**Question**

The atomization energy of SbH₃ is the energy of one Sb and three H atoms less that of the molecule. Each row below gives the error of one level of theory in this quantity, relative to CCSDT(Q) in the same basis, so a negative value means that the molecule is bound too weakly. CCSDT(Q) is the reference level of the molecule; that of the Sb atom is the same or better. The second column is the statistical noise.

Errors in the atomization energy of SbH₃ (neutral singlet, RHF determinant) relative to CCSDT(Q), without zero-point energy, computed with afq 1 (in-house AFQMC program) and Ansatz 0.2.0. All levels use the def2-TZVP basis with the def2 core potential on Sb, frozen cores that include Sb 4d, and the PBE0/def2-SVP geometry. Candidates: CCSD(T), HF, CCSDT, CCSD, ph-AFQMC/CISD, MP2.

```tsv
row	this level less the reference (CCSDT(Q), same basis) (meV)	statistical noise, one standard error (meV)
A	-68.0	0.000
B	1.0	2.000
C	-3.0	0.000
D	-2428.0	0.000
E	-9.0	0.000
F	-513.0	0.000
```

A clue comes from the molecule alone. Its total energy lies above the CCSDT(Q) value by 939 meV in MP2, 151 meV in CCSD, 26 meV in CCSD(T) and 4.5 meV in CCSDT.

(a) Assign the labels, and say how sure each assignment is.

(b) In HF the molecule lies 4497 meV above CCSDT(Q). Find a simple rule that derives the MP2 error in the atomization energy from the HF error, and test it against the table.

**Model answer to (a)**

Row B has noise, so it comes from random sampling. Among the candidates only AFQMC works in this way, and B is therefore ph-AFQMC/CISD.

The other rows are ordered by how much electron correlation each level misses. Bond formation turns the three unpaired p electrons of Sb and the three H electrons into three pairs of opposite spin. The two electrons of such a pair share the same region and gain energy by avoiding each other. HF leaves out this avoidance, and the other levels recover it in part. What they miss is larger in the molecule than in the atoms, and the bonds come out too weak.

The error is thus a difference: the correlation energy missed in the atoms less that missed in the molecule. A hydrogen atom has one electron and no correlation energy, so only the Sb atom can offset the molecule's deficit. As long as a level does not place the Sb atom below its reference energy, it cannot underbind by more than the deficit in the clue.

This limit sorts the rows from the top. The 2428 meV of D exceed even the MP2 deficit, which leaves only HF. The 513 meV of F are too much for CCSD, so F is MP2. By the same step A, with 68 meV, is CCSD.

For E and C, at −9 and −3 meV, the argument is tighter. If E were CCSDT, it would underbind by 9 meV although the molecule lacks only 4.5 meV. The Sb atom would then have to lie about 4 meV lower in CCSDT than in the reference. Coupled cluster is not variational, so this is not forbidden, but quadruple excitations normally lower the energy. E is very probably CCSD(T) and C CCSDT, while the assignments of D, F and A are safe.

The rows with their labels:

```tsv
level	this level less the reference (CCSDT(Q), same basis) (meV)	statistical noise, one standard error (meV)
HF	-2428.0	0.000
MP2	-513.0	0.000
CCSD	-68.0	0.000
CCSD(T)	-9.0	0.000
CCSDT	-3.0	0.000
ph-AFQMC/CISD	1.0	2.000
released AFQMC	2.0	2.000
```

The order follows what each level lets the electrons do. MP2 treats the correlation of each pair to lowest order, without the influence of the pairs on one another. CCSD includes that influence, (T) estimates the joint motion of three electrons, and CCSDT solves for it without perturbation theory. Such quickly shrinking steps are expected when one determinant dominates the wavefunction, and here it carries about 90% of the weight in the AFQMC trial function.

**Model answer to (b)**

Suppose that a level misses the same fraction of the correlation energy in the Sb atom as in SbH₃. The difference between atoms and molecule is then the same fraction of its HF value:

error(level) = error(HF) × deficit(level) / deficit(HF),

where both deficits are those of the molecule. For MP2 this gives −2428 × 939 / 4497 ≈ −507 meV, against −513 meV in the table. The HF row sets the scale and is no test; nothing was fitted to the other rows.

The rule does less well for CCSD, where it predicts −82 meV instead of −68 meV. Taken by difference, CCSD misses 4.0% of the correlation energy in the Sb atom but 3.4% in the molecule. The atom therefore offsets more of the molecule's deficit than the rule allows. For CCSD(T) the prediction is also too large, −14 instead of −9 meV. The close result for MP2 rests on nearly equal missing fractions, 20.6% in the atom and 20.9% in the molecule, which nothing guarantees. The rule therefore gives the rough size of an error, not its exact value. The printed analysis after this text applies it to each row.

**Remarks on the reasoning**

A frequent mistake is to read an error in the total energy as an error in the binding. MP2 places the molecule 939 meV too high, yet underbinds by only 513 meV, because it also places the Sb atom too high.

A second mistake is to call B more accurate than C. They differ by 4 meV, only twice the noise, and the noise does not include the bias of the phaseless constraint, which can itself amount to some meV. Nor does the value of B show which kind of walk produced it: the released walk, in which the phaseless constraint is let go, gives 2 ± 2 meV. The word "phaseless" follows from the list of candidates alone.

The small errors at the end of the ladder also need a careful reading. The reference was admitted only if CCSDT(Q) and the released walk agreed within a few tens of meV, so some closeness was required beforehand. All levels share one basis, frozen cores that include the filled outer d shell of Sb, and the neglect of spin-orbit coupling. An error of a few meV here is agreement within that common model, and the distance to experiment may be much larger.

Printed output of the fit:

```
Correlation energy still missing and constant-fraction model (meV):
             row  missing in molecule  missing in Sb atom by difference  predicted error  predicted less table
              HF                 4497                              2069            -2428                     0
             MP2                938.9                             425.9             -507                 6.024
            CCSD                151.3                             83.31            -81.7                 -13.7
         CCSD(T)                25.91                             16.91           -13.99                 -4.99
           CCSDT                 4.53                              1.53           -2.446                 0.554
   ph-AFQMC/CISD                 1.74                              2.74          -0.9395                 -1.94
  released AFQMC                -2.26                             -0.26             1.22               -0.7797
HF atomization energy (eV): 5.521
share of the reference atomization energy that HF lacks (%): 30.54
HF error per Sb-H bond (meV): -809.3
share of the HF error removed by MP2 (%): 78.87
share of the HF error removed by CCSD (%): 97.2
share of the CCSD error removed by (T) (%): 86.76
share of molecular correlation missing in MP2 (%): 20.88
share of molecular correlation missing in CCSD (%): 3.365
share of Sb atom correlation missing in MP2, by difference (%): 20.59
share of Sb atom correlation missing in CCSD, by difference (%): 4.027
Sb atom deficit in CCSDT if the CCSD(T) and CCSDT labels were exchanged (meV): -4.47
Sb atom deficit in CCSD(T) if the labels were exchanged (meV): 22.91
released less phaseless AFQMC (meV): 1
noise of that difference if independent (meV): 2.828
phaseless AFQMC less CCSDT in standard errors: 2
```
